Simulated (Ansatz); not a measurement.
# Sn: energy change per atom and pressure as volume scale varies

Results calculated with Ansatz 0.2.0, not measured. Plane-wave DFT, scalar-relativistic PAW made under PBE with cores redone for the functional, no dispersion; the given relaxed cell is scaled uniformly, energy at zero smearing counts from the unscaled cell, pressure at the given Fermi-Dirac smearing is positive in compression.

The cell before it is scaled or strained (space group P6/mmm, No. 191):
```
Sn
1.0
      5.2656     0.0000     0.0000
     -2.6328     4.5602     0.0000
      0.0000     0.0000     3.2064
Sn
3
Direct
  1.00000 0.00000 0.00000
  0.33333 0.66667 0.50000
  0.66667 0.33333 0.50000
```

Settings of every row: spin polarised no; functional LDA; wave cutoff 420 eV; smearing width 0.1 eV; k mesh 8x8x11.

Atom starting moment: 0 on all atoms.

Limits: the cell comes from a prototype or a list of computed structures and needn't be the stable phase.

```
row  volume scale  V (Å³/atom)  energy change per atom (meV)  pressure (GPa)
  1          0.88       22.585                         95.54           10.63
  2          0.92       23.611                         41.43            6.43
  3          0.96       24.638                         11.22             3.1
  4          1.04       26.691                          3.99           -1.68
  5          1.08       27.717                         20.16           -3.38
  6          1.12       28.744                             ?               ?
```

Question: what energy change per atom and pressure should row 6 give?

Worked fit of energy change per atom. Take u = (V_r/V)^(2/3) − 1 with V_r = 24.638 Å³ an atom, which is twice the finite (Eulerian) strain; such expansions in the strain, on which the Birch-Murnaghan equation of state is built, carry the rest volume and the bulk modulus. The shown rows have u = 0.05972, 0.02879, 0, -0.05196, -0.0755. Least squares give energy change per atom = 11.21 + 733.44 × u + 11321.2 × u² meV; a straight line predicts inner rows, each left out in turn, worse (root mean square 23 against 0.4 meV). The rows lie off it by 0.15, -0.28, 0.01, 0.32, -0.21 (root mean square 0.22 meV). The withheld row has u = -0.09766, so the fit gives 11.21 + 733.44 × (-0.09766) + 11321.2 × (-0.09766)² = 47.56 meV.

The calculation gave 46.13 meV. The fit lies 1.43 meV (3.1 % of the value, 1.6 % of the column's range) above it; its largest miss of a shown row is 0.32 meV. This row lies beyond the range of the fit.

Worked fit of pressure. Take u = (V_r/V)^(2/3) − 1 with V_r = 24.638 Å³ an atom, which is twice the finite (Eulerian) strain; such expansions in the strain, on which the Birch-Murnaghan equation of state is built, carry the rest volume and the bulk modulus. The shown rows have u = 0.05972, 0.02879, 0, -0.05196, -0.0755. Least squares give pressure = 3.099 + 108.06 × u + 298.1 × u² GPa; a straight line predicts inner rows, each left out in turn, worse (root mean square 0.61 against 0.038 GPa). The rows lie off it by 0.01, -0.03, 0.00, 0.03, -0.02. The pressure vanishes at u = -0.0314, or V = 25.85 Å³ an atom, and there the bulk modulus at fixed shape and fractions is B = −V dP/dV = (2/3)(1 + u) dP/du = 57.7 GPa. Letting shape and atoms relax would as a rule lower it, by much in layered, chain or molecular crystals. The withheld row has u = -0.09766, so the fit gives 3.099 + 108.06 × (-0.09766) + 298.1 × (-0.09766)² = -4.61 GPa.

The calculation gave -4.74 GPa. The fit lies 0.13 GPa (2.7 % of the value, 0.85 % of the column's range) above it; its largest miss of a shown row is 0.03 GPa. This row lies beyond the range of the fit.
